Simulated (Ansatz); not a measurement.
**A family of molecules: the atomisation energy (no zero-point term)**

All atoms of one element are swapped for its congeners: C2H4F2 (1,1-difluoroethane) `CC(F)F`; C2H4Cl2 (1,1-dichloroethane) `CC(Cl)Cl`; C2H4Br2 (1,1-dibromoethane) `CC(Br)Br`. All are singlets with charge 0.

Shapes, held fixed at every level: PBE0-D4/def2-TZVP. Programs: Ansatz 0.2.0. Values in eV.

| level | C2H4F2 | C2H4Cl2 | C2H4Br2 |
| --- | --- | --- | --- |
| r2SCAN-D4/def2-TZVPP | 32.14 | 29.18 | 28.16 |
| BHLYP-D4/def2-TZVPP | 30.86 | 28.08 | 27.07 |
| PBE0-D4/def2-TZVPP | 32.15 | 29.32 | 28.26 |
| r2SCAN0-D4/def2-TZVPP | 31.54 | 28.79 | 27.76 |
| MP2/def2-SVP | 31.17 | 27.83 | 26.90 |
| CCSD(T)/def2-SVP | 30.65 | 27.48 | 26.53 |
| CCSD(T)/def2-TZVPP | 31.28 | 28.27 | 27.37 |

At CCSD(T)/def2-TZVPP the atomisation energy falls at every step, from 31.28 to 27.37 eV. Every level shows the same order. Relativity is left out for Br unless named. Correlated rows may include outer-core shells of Br, which these sets cover unevenly. Spin-orbit coupling, which grows down the group, is left out (summed over each molecule's free atoms 0.04, 0.08, 0.31 eV).

The atomisation energy falls from fluorine to bromine at every level, and the step from F to Cl is much larger than that from Cl to Br. As the C–C and C–H framework is common to all three molecules, most of the change probably comes from the two carbon–halogen bonds. Fluorine's compact 2p shell overlaps well with carbon, and its high electronegativity adds a strong polar contribution. Both effects weaken as the halogen valence shell becomes larger and more diffuse. In the fluoride, donation from a lone pair on one halogen into the neighbouring C–F antibonding orbital probably adds further stabilisation.

The order is robust, but the absolute energies are less settled. Going from def2-SVP to def2-TZVPP raises the CCSD(T) value for every molecule, probably because the smaller basis recovers too little of the correlation energy gained on bonding. The larger-basis values may therefore still lie below the basis-set limit, so closeness to them doesn't establish which density functional is most accurate.
